**Reading a band gap from the corners of a band path**

The gap of a crystal is direct if the highest filled and the lowest empty state lie at the same k-point, and indirect if they don't. Light carries almost no momentum, so across an indirect gap it needs help, usually from a lattice vibration. For rhombohedral LaGaO₃ the table gives the bands at six corners of the path and leaves two open. How much of the missing part follows from the rest?

Kohn-Sham bands of rhombohedral LaGaO₃ (R-3c, 10-atom cell, not relaxed), computed with Ansatz 0.2.0 using r2SCAN, plane waves with generated PAW datasets and a 500 eV cutoff, scalar-relativistic and without spin polarization. The k-mesh is 6x6x6, with Fermi-Dirac smearing of 0.1 eV. Each row gives the bands at the path point nearest the named corner.

```csv
k-point,"coordinates (reciprocal vectors of the computed cell, not always the standard one)",band v3 (eV from the Fermi level),band v2 (eV from the Fermi level),band v1 (eV from the Fermi level),band c1 (eV from the Fermi level),band c2 (eV from the Fermi level),c1 less v1 (eV)
Gamma,0 0 0,-2.33,-2.33,-2.27,1.73,2.47,4.00
T,0.5 0.5 0.5,-2.65,-2.65,-2.65,2.80,2.80,5.45
H_2,0.748 0.252 0.5,-2.78,-2.55,-2.55,2.73,2.73,5.28
H_0,0.5 -0.252 0.252,-2.78,-2.55,-2.55,2.73,2.73,5.28
L,0.5 0 0,-2.53,-2.29,-2.29,2.72,2.72,5.01
S_0,0.376 -0.376 0,-2.86,-2.79,-2.15,2.71,2.73,4.86
S_2,0.624 0 0.376,?,?,?,?,?,?
F,0.5 0 0.5,?,?,?,?,?,?
```

Bands v1, v2 and v3 are the highest filled ones, counted downwards; c1 and c2 are the lowest empty ones. The zero lies inside the gap, so only differences carry meaning. Among the known corners the filled bands reach highest at S_0 and the empty ones lowest at Gamma, 3.88 eV apart. That is slightly less than the 4.00 eV at Gamma itself, so the gap already looks indirect.

**What symmetry fixes**

At T, L and both H points the bands come in pairs, v1 with v2 and c1 with c2; at Gamma and S_0 they don't. The crystal has a twofold rotation that is combined with a shift by half a cell along all three axes. Doing this rotation and an inversion in opposite orders gives results that differ by a whole-cell shift, which multiplies the electron wave by $\exp[2\pi i(k_1+k_2+k_3)]$. Every point in the table is carried by one such rotation onto itself or an equivalent point. If the three coordinates of such a point add up to a half-integer, the factor is −1, and inversion with time reversal then turns each state into a different one of equal energy. Where they add up to an integer, as at both open corners, no such pair is forced. Gamma and T also lie on the threefold axis, which allows pairs of its own, such as v2 with v3 at Gamma. At T such a pair is expected to double into four states, which fits v3 joining v1 and v2 there.

Symmetry also settles S_2. Subtract 1 from its first coordinate, which changes nothing physical, and move the last coordinate to the front, which is a threefold rotation: the result is S_0. All five bands should therefore equal those of S_0 within 0.02 eV.

**What has to be estimated**

The same two steps turn F into (½, −½, 0). It is thus the end of the straight line $(u,-u,0)$ that starts at Gamma, $u=0$, and passes S_0 at $u=0.376$. A band on this line is mirror-symmetric about both ends, and the simplest curve of that kind is $E=E_0+B\sin^2(\pi u)$. At S_0 it has completed 0.856 of its rise, so 0.144/0.856, or about 0.17 of the climb made so far, is still to come.

How large that climb was depends on where the band started, and here two trial cases help. If it started at v1 of Gamma, it has climbed 0.12 eV and will gain only 0.02 eV more. If it started 1 eV below S_0, a guess for the climb of a single oxygen 2p band, it will gain 0.17 eV. The midpoint puts v1 at F at −2.06 ± 0.15 eV, which would make F the likely valence top among the corners.

The margin is wide because T and L, which would be equivalent in an undistorted cubic crystal, differ by 0.36 eV in v1. Distortion thus matters on the scale of the estimate. The other values lean on S_0, the nearest known point of the line:

- v2 at −2.79 ± 0.30 eV, clearly apart from v1
- c1 at 2.71 ± 0.25 eV, since c1 hardly varies away from Gamma
- c1 less v1 at 4.77 ± 0.30 eV
- an indirect gap among the corners of 3.79 ± 0.15 eV

For v3 and c2 at F there is no forecast.

The withheld rows as computed:

```csv
k-point,"coordinates (reciprocal vectors of the computed cell, not always the standard one)",band v3 (eV from the Fermi level),band v2 (eV from the Fermi level),band v1 (eV from the Fermi level),band c1 (eV from the Fermi level),band c2 (eV from the Fermi level),c1 less v1 (eV)
S_2,0.624 0 0.376,-2.86,-2.79,-2.15,2.71,2.73,4.86
F,0.5 0 0.5,-2.91,-2.40,-2.14,2.71,2.72,4.85
```

**Hits and misses**

S_2 repeats S_0 in every printed digit, as an exact symmetry demands. The run carries a warning that the structure was snapped to its symmetry, so no small departure from it in the stored structure could split the two. At F, c1 agrees with the forecast. A band this flat, with c2 right on top of it, is what empty La 4f states are expected to give. The energies don't show the character, but if it is 4f, its position is a known weak point of this type of functional, and c1 less v1 away from Gamma shares that weakness. Band v1 lies at −2.14 eV, 0.08 eV below the estimate but inside its margin, and c1 less v1 is off by the same amount. The result even lies just below the first case, −2.13 eV, so the two cases did not bracket it; only the wide margin caught it. Nor does this show where the band started: v1 is simply the highest band at each point, and along this line one branch may fall away from Gamma while another rises to take its place.

Band v2 is a clear miss: it lies at −2.40 eV, 0.39 eV above the forecast and outside the margin. It is indeed separate from v1, as symmetry allows, but copying its energy from S_0 assumed a flat band where there is a steep one. The cubic parent offers a likely reason. F collects the cubic X and M points, where a fourfold axis allows paired states. If v1 and v2 stem from such a pair, v2 has to climb towards v1 on the way to F, and only the distortion keeps them 0.26 eV apart. The energies alone can't confirm this.

**What to do about it**

The computed gap among all corners is 3.87 eV, from F to Gamma, and it is indirect. F beats S_0 only narrowly, however: the unrounded value at F is −2.1363 eV, so F is higher, but by less than 0.02 eV. Two ends this close in energy don't tell how the band runs between them. The 6x6x6 mesh of the calculation also has its highest filled state at F, but no mesh point lies on the line between the two. From corners and mesh alone a peak there can't be ruled out, so 3.87 eV is an upper bound on the gap of this calculation.

Copy energies between k-points only where symmetry makes them equivalent; elsewhere, compute them. Here that means reading the bands along the leg from S_2 to F, which is the same line and part of the standard path for this lattice, on a fine grid and after relaxing the cell, because the indirect gap undercuts the direct one at Gamma by little more than 0.1 eV and the cell used here is stretched, under a tension of almost 10 GPa. For comparison with an optical measurement, keep in mind that this rhombohedral form is the high-temperature phase, that the crystal is orthorhombic at room temperature, and that gaps from this type of functional are usually too small.
